## Third ionisation energies from hafnium to bismuth: choosing a level of theory

A d shell has five spatial orbitals and two spins. Filled at highest spin, a shell of $n$ electrons carries $M = n$ unpaired electrons up to $n = 5$ and $M = 10 - n$ beyond. In a given set of orbitals, electrons of like spin avoid each other and repel less, so the energy falls with $M$. It cannot depend on the sign of $M$, and the leading term is $-IM^2/4$, where $I$ is an exchange constant of the shell. Removing one electron then adds

$$\frac{I}{4}\left(M_n^2 - M_{n-1}^2\right)$$

to the ionisation energy (IE). The bracket runs 3, 5, 7, 9 for $n = 2$ to 5, where ionisation destroys spin, and $-9, -7, -5, -3, -1$ for $n = 6$ to 10, where it creates spin. A calculation with spin polarisation must show a saw-tooth with its break between $d^5$ and $d^6$. A calculation that averages over all states of a configuration has no preferred $M$ and must show none. The table sets one of each side by side for the step from charge +2 to +3.

Ions Hf2+ to Bi2+ in NIST's ground configurations, from Quantum ESPRESSO 7.5 (ld1.x): spherical all-electron atom, scalar-relativistic spin-polarised LDA-PW92, open shells at highest spin, point nucleus. Ionisation energies are total-energy differences. The Dirac-Fock column (B-spline radial atomic code, version 1) is averaged over the configuration, with a Fermi nucleus.

```csv
species,Z,electrons,configuration,electron removed from,ionisation energy (eV),−ε(highest occupied) (eV),highest level mean radius (bohr),highest level,NIST table (eV),kind of table value,stated uncertainty (eV),computed less table (eV),"IE, Dirac-Fock (eV)"
Hf2+,72,70,[Xe] 4f14 5d2,5d,22.5610,17.556,2.1008,5d up,22.55,theory,0.04,0.011,20.688
Ta2+,73,71,[Xe] 4f14 5d3,5d,24.6217,19.372,1.9745,5d up,23.1,theory,1.6,1.52,22.328
W2+,74,72,[Xe] 4f14 5d4,5d,26.6091,21.123,1.8654,5d up,26,semi-empirical,0.4,0.609,23.954
Re2+,75,73,[Xe] 4f14 5d5,5d,28.5443,22.828,1.7704,5d up,27,theory,1.6,1.54,25.574
Os2+,76,74,[Xe] 4f14 5d6,5d,27.3640,21.758,1.7136,5d down,25,theory,1.6,2.36,27.193
Ir2+,77,75,[Xe] 4f14 5d7,5d,29.5602,23.685,1.6345,5d down,28,theory,1.6,1.56,28.815
Pt2+,78,76,[Xe] 4f14 5d8,5d,31.6540,25.531,1.5639,5d down,29,theory,1.6,2.65,30.443
Au2+,79,77,[Xe] 4f14 5d9,5d,33.6795,27.322,1.5005,5d down,30,theory,1.6,3.68,32.079
Hg2+,80,78,[Xe] 4f14 5d10,5d,35.6580,29.075,1.4432,5d,34.49,measured,0.05,1.17,33.726
Tl2+,81,79,[Xe] 4f14 5d10 6s1,6s,30.7953,26.178,2.2589,6s up,29.852,measured,0.0006,0.943,28.177
Pb2+,82,80,[Xe] 4f14 5d10 6s2,6s,32.6545,27.874,2.1678,6s,31.9373,measured,0.0006,0.717,29.851
Bi2+,83,81,[Xe] 4f14 5d10 6s2 6p1,6p,23.8902,19.866,2.6001,6p up,25.57075,measured,0.00017,-1.68,23.107
```

$Z$ is the nuclear charge. The column "ionisation energy" is the difference of two LDA total energies, called the LDA difference below. The orbital energy $\varepsilon$ and the mean radius $\langle r\rangle$ belong to the highest occupied level of the 2+ ion, with "up" for majority and "down" for minority spin. "Computed less table" is the LDA difference minus the NIST value. The Dirac-Fock column is four-component Hartree-Fock (Dirac-Coulomb Hamiltonian, Fermi nucleus) from a B-spline radial atomic code, averaged over the configuration, without correlation, Breit or QED terms. The table thus offers three estimates of one quantity: $-\varepsilon$, the LDA difference and Dirac-Fock.

### Rhenium and osmium: what averaging removes

Along the nine 5d rows the Dirac-Fock values follow a least-squares line of slope 1.63 eV per element to within 0.02 eV. This is the bare trend: each added proton is only partly screened by the added 5d electron, and the LDA radius of the shell shrinks at every step, from 2.10 bohr in Hf2+ to 1.44 bohr in Hg2+. The LDA difference climbs by 1.9 to 2.2 eV per element, with one exception. From Re2+ to Os2+ it falls by 1.18 eV, and Os2+ is the first row in which the electron leaves a minority-spin level.

Subtracting the smooth column isolates the break. LDA minus Dirac-Fock is $28.544 - 25.574 = 2.970$ eV for Re2+ and $27.364 - 27.193 = 0.171$ eV for Os2+, a change of $-2.80$ eV. The counting gives $+9I/4$ for Re and $-9I/4$ for Os, hence $-4.5\,I$. The constant needs no fit. Differentiating $-IM^2/4$ with respect to the two occupations shifts the up and down levels by $\mp IM/2$, so they split by $IM$. The same calculations give a 5d splitting of 2.13 eV in W3+ ($M = 3$) and 1.18 eV in Pt2+ ($M = 2$), that is $I = 0.71$ and 0.59 eV. The predicted change is $-3.2$ or $-2.7$ eV, and the tabulated one lies between. Since splitting and break come from the same functional, the agreement identifies the break as spin polarisation within LDA and says nothing about its size in nature.

A linear least-squares fit of $a + bn + (I/4)(M_n^2 - M_{n-1}^2)$ to all nine 5d rows, Re and Os included, returns $I = 0.635$ eV with an rms residual of 0.07 eV. That is far above the 0.0005 eV to which the Dirac-Fock column is rounded, and Re and Os are the worst rows. The model demands one slope on both sides of the break, whereas the data give 0.37 eV per element before it and 0.44 after. Without the term $bn$ the residual triples. Counting pairs of parallel spins against the configuration average, where 20 of the 45 possible pairs are parallel, also yields a line plus a step, so once $b$ is free the two pictures cannot be told apart, and $a$ and $b$ carry no meaning of their own. Splitting the energy into parts adds little. The exchange-correlation part of the IE drops by 2.67 eV at Os, but the Hartree energy lost on ionisation grows by only 23 eV there against 41 to 42 eV in the neighbouring steps, a far larger kink that other terms must offset.

The smoothness of the Dirac-Fock column is therefore a product of the averaging and no property of exact exchange: by the same counting, Hartree-Fock for the highest-spin terms has the break too. The break follows the electron count, so in a series of 3+ ions with pure 5d configurations it would sit one element later. The NIST values fall from 27 to 25 eV at the same place, but with ±1.6 eV on each they cannot confirm it, and spin-orbit coupling, strong in these ions and resolved in neither column, makes $M$ an approximate label in the real ion.

### Tungsten: why $-\varepsilon$ is not the ionisation energy

In every row $-\varepsilon$ lies below both other estimates, and it falls short of the LDA difference by 4.0 to 6.6 eV. Janak's theorem, $\partial E/\partial f = \varepsilon$ for the occupation $f$ of a level, gives $\mathrm{IE} = -\int_0^1 \varepsilon\,df$ over the electron removed. For the exact functional the energy is linear in $f$, so that $\varepsilon$ is constant and $-\varepsilon = \mathrm{IE}$. In LDA a fraction of an electron repels itself through the Hartree term, local exchange cancels this only in part, and the level sinks as it is emptied. If it sinks linearly by a total $U$, then $\mathrm{IE} = -\varepsilon + U/2$, with $\varepsilon$ taken in the 2+ ion.

Tungsten allows a direct look. The majority 5d level lies at $-21.12$ eV in W2+ and at $-32.30$ eV in W3+. The mean binding, 26.71 eV, is 0.10 eV above the LDA difference of 26.61 eV. This is what a level nearly linear in $f$ would give; part of the remainder may reflect that the theorem is only approximate in a scalar-relativistic scheme.

As a repulsion between charge clouds of size $\langle r\rangle$, $U$ should scale as $c\,e^2/\langle r\rangle$. A one-parameter least-squares fit of the gap $\mathrm{IE} + \varepsilon$ over all twelve rows gives $c = 0.728$. For W2+, one of those rows, the gap is $0.728 \times 27.21\ \text{eV}/(2 \times 1.865) = 5.31$ eV against 5.49 eV in the table. The misfit stays within 6 % of the gap but has a pattern: the model is high for Os to Hg and low for all other rows. The scaling suffices to guess the trend. A compact 5d level (Hg2+, 6.58 eV) has a larger gap than a diffuse 6p level (Bi2+, 4.02 eV), and no constant shift repairs $-\varepsilon$.

### Bismuth and mercury: fine structure comes before the functional

Only the last four rows have measured values. Against them the LDA difference is high by 1.17, 0.94 and 0.72 eV for Hg, Tl and Pb, and low by 1.68 eV for Bi. The change of sign at Bi has a standard cause outside the functional. Spin-orbit coupling with constant $\zeta$ puts the two states of 6p$_{1/2}$ at $-\zeta$ and the four of 6p$_{3/2}$ at $+\zeta/2$, so the ground level of Bi2+ lies two thirds of the splitting below the weighted mean, while Bi3+ is closed. The measurement starts from the lowest level, and both calculations start from an average. With a rough recalled splitting of 2.6 eV the IE rises by $\tfrac23 \times 2.6 = 1.7$ eV. The LDA error then vanishes within the roughness of the shift, and the Dirac-Fock error shrinks from $-2.46$ to about $-0.7$ eV. The estimate assumes that the scalar-relativistic level sits at the weighted mean, which is itself approximate for 6p.

Mercury is the mirror case: the 2+ ion is closed and the product has a 5d hole. Its six $J = 5/2$ states lie two fifths of the splitting below the mean, and a rough recalled 1.9 eV lowers the IE by about 0.8 eV. The LDA error drops to about $+0.4$ eV, and the Dirac-Fock error grows from $-0.76$ to about $-1.5$ eV. On this argument the best raw Dirac-Fock result among the measured rows is a cancellation between missing correlation and averaged fine structure. The rule for signs carries over to other open p, d or f shells: one in the initial ion makes an averaged IE too small, one in the product makes it too large, and where both ions have one the two effects oppose each other.

Tl2+ and Pb2+ lose a 6s electron, have no fine structure and are the clean tests. Dirac-Fock is low by 1.68 and 2.09 eV, or 5.6 and 6.5 % of the measured values. The sign is what theory expects, because the ion with one more electron has more correlation energy to miss. Tl2+ has a single 6s electron, so its deficit must come mainly from correlation with the shells beneath; the extra 0.41 eV in Pb2+ fits the added 6s² pair, although two rows cannot establish that. LDA overshoots by 3.2 and 2.2 %. The point nucleus and the missing Breit and QED terms all bind an s electron too strongly, which is the right sign, but their order of magnitude is hundredths to a tenth of an eV. That leaves the functional, together with the scalar-relativistic scheme, as the likely source. The table cannot separate them, since the two columns differ at once in exchange, correlation, spin, nucleus and relativistic equation.

### What the open-shell references can decide

The rows Hf to Au do not rank the levels. Six of them are theory with ±1.6 eV, and in all six Dirac-Fock is the closer, with four values inside the stated range against three for LDA. The two tighter references point the other way: LDA is off by $+0.01$ eV for Hf2+ and $+0.61$ eV for W2+, Dirac-Fock by about $-2$ eV for both. The first of these is agreement with another calculation, reached with terms and fine structure averaged, and is no measure of accuracy. The 3.68 eV for Au2+ is doubtful from the other side, as the NIST values jump by 4.49 eV from Au to Hg where both calculations rise by less than 2 eV. LDA lies above the reference in every 5d row, but in four of them (Hf, Ta, Re, Ir) by less than the stated uncertainty. The configurations are also imposed and need not be the lowest at either level.

### Matching level to purpose

The eigenvalue is of no use as an ionisation energy, being 12 to 22 % below measurement. It does reproduce the direction of every step of the LDA difference, so it shows where along the series the ionisation energy drops. It is no safe guide to which of two close-lying shells empties first, since the gap is about 2 eV larger for 5d in Hg2+ than for 6s in Tl2+.

For a tolerance of about 3 eV either total-energy difference serves on the measured rows, where the largest errors are 1.68 eV (LDA) and 2.46 eV (Dirac-Fock). Both place the drops at the shell changes correctly, though not their sizes: from Pb to Bi the measured fall is 6.37 eV, LDA gives 8.76 and Dirac-Fock 6.74.

For about 1 eV, the LDA difference with a fine-structure correction is the best supported choice. Its mean absolute error on four rows falls from 1.13 to about 0.5 eV, with Tl2+ still at 0.94, while Dirac-Fock only goes from 1.75 to about 1.5 eV. For open 5d shells that accuracy is not demonstrated. Comparing neighbours across half filling needs at least spin polarisation or resolved terms, because the break of 2.8 eV found in LDA exceeds the error of either level on any measured row.

For 0.1 eV nothing here qualifies. Spin-orbit coupling, term structure and correlation each enter at the scale of an eV and have to be treated together; nuclear size, Breit and QED terms matter only after that.

Cost follows from counting. The eigenvalue takes one self-consistent run and a difference takes two, so the largest step between levels in the table, 4 to 6.6 eV, costs a factor of two. An LDA cycle solves one radial equation per shell and spin in a local potential: Hg2+ has 13 shells, and spin polarisation at most doubles that. Dirac-Fock splits the 8 shells with $l > 0$ by $j$, giving $5 + 2 \times 8 = 21$ subshells, and its exchange couples them in $21 \times 22/2 = 231$ pairs. For a radial atom both are small jobs. The dearer of the two is not the more accurate on the clean rows, and its value lies in being a starting point to which terms and correlation can be added systematically.
